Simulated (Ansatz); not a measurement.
# Sc₃Al: sound and stiffness along [100], [110] and [111]

Theory: Ansatz 0.2.0, DFT PBEsol, scalar-relativistic, plane waves, PAW. Settings: 420 eV plane-wave cutoff, Γ-centred 10×10×10 mesh, Fermi-Dirac smearing of 0.15 eV. No spin polarisation.

Equilibrium structure at this level:
```
CELL_PARAMETERS angstrom
4.38203 0.00000 0.00000
0.00000 4.38203 0.00000
0.00000 0.00000 4.38203
ATOMIC_POSITIONS crystal
Sc 0.50000 0.00000 0.50000
Sc 0.00000 0.50000 0.50000
Sc 0.50000 0.50000 0.00000
Al 0.00000 0.00000 0.00000
```

In a metal, frequencies and elastic constants depend on the k mesh and the smearing, soft modes and shear constants most.

With ions relaxed, on the cubic axes: C11 = 108.3, C12 = 45.3, C44 = 54.9 GPa. The density is 3.194 g/cm³.

Task: Is the crystal stable against strain, and how anisotropic is it?

Result: Born's conditions hold: C11 + 2C12 = 198.9, C11 − C12 = 63.0 and C44 = 54.9 GPa are all positive. B = (C11 + 2C12)/3 = 66.3 GPa. The two shear moduli are C44 and C′ = (C11 − C12)/2 = 31.5 GPa, so Zener's ratio is A = C44/C′ = 1.74: the tetragonal shear C′ is the soft one, as in many fcc and bcc metals and zincblende crystals. The Cauchy pressure C12 − C44 is -9.5 GPa; it would vanish for pair forces between atoms on inversion centres at zero pressure, and a negative value is usual with directional bonding, though many-body forces give one in some ionic oxides too.

Task: Give the sound speeds along the three symmetry directions.

Result: The Christoffel equation gives ρv² for each branch:
```csv
direction,branch,ρv²,GPa,v (m/s)
[100],L,C11,108.3,5823
[100],T (×2),C44,54.9,4145
[110],L,(C11 + C12 + 2C44)/2,131.7,6421
[110],"T, u ∥ [001]",C44,54.9,4145
[110],"T, u ∥ [1-10]",(C11 − C12)/2,31.5,3139
[111],L,(C11 + 2C12 + 4C44)/3,139.5,6608
[111],T (×2),(C11 − C12 + C44)/3,39.3,3507
```

Task: How does Young's modulus depend on direction?

Result: Inverting gives S11 = 12.264, S12 = -3.619, S44 = 18.225 TPa⁻¹. Along a unit vector (l, m, n), 1/E = S11 − 2(S11 − S12 − S44/2)(l²m² + m²n² + n²l²), where the last bracket is 0, 1/4 and 1/3 for [100], [110] and [111]: E = 82, 113 and 129 GPa. With A > 1 the body diagonal is stiffest. For a film on (001), the biaxial modulus is C11 + C12 − 2C12²/C11 = 116 GPa and the normal strain is −2C12/C11 = -0.84 times the in-plane one.

The anisotropy follows largely from the fcc-like geometry. Nearest neighbours lie along the ⟨110⟩ directions, and central springs between them resist the C44 shear more than the tetragonal one. Longitudinal waves and Young's modulus therefore both stiffen from [100] through [110] to [111], as the strain draws more on C44 and less on C′. The slowest wave, at 3139 m/s, is the [110] branch polarised along [1-10], which samples C′ alone.

Every atom in this ordered structure sits on an inversion centre, so homogeneous strain causes no internal displacements, and the negative Cauchy pressure can't come from sublattice relaxation. It points to forces beyond a pair model, probably from Sc d states hybridised with Al p states, though the elastic constants alone can't separate this from the many-body response of the electron gas.

Stability against uniform strain leaves open both short-wavelength phonon instabilities and decomposition into scandium and a more Al-rich compound.
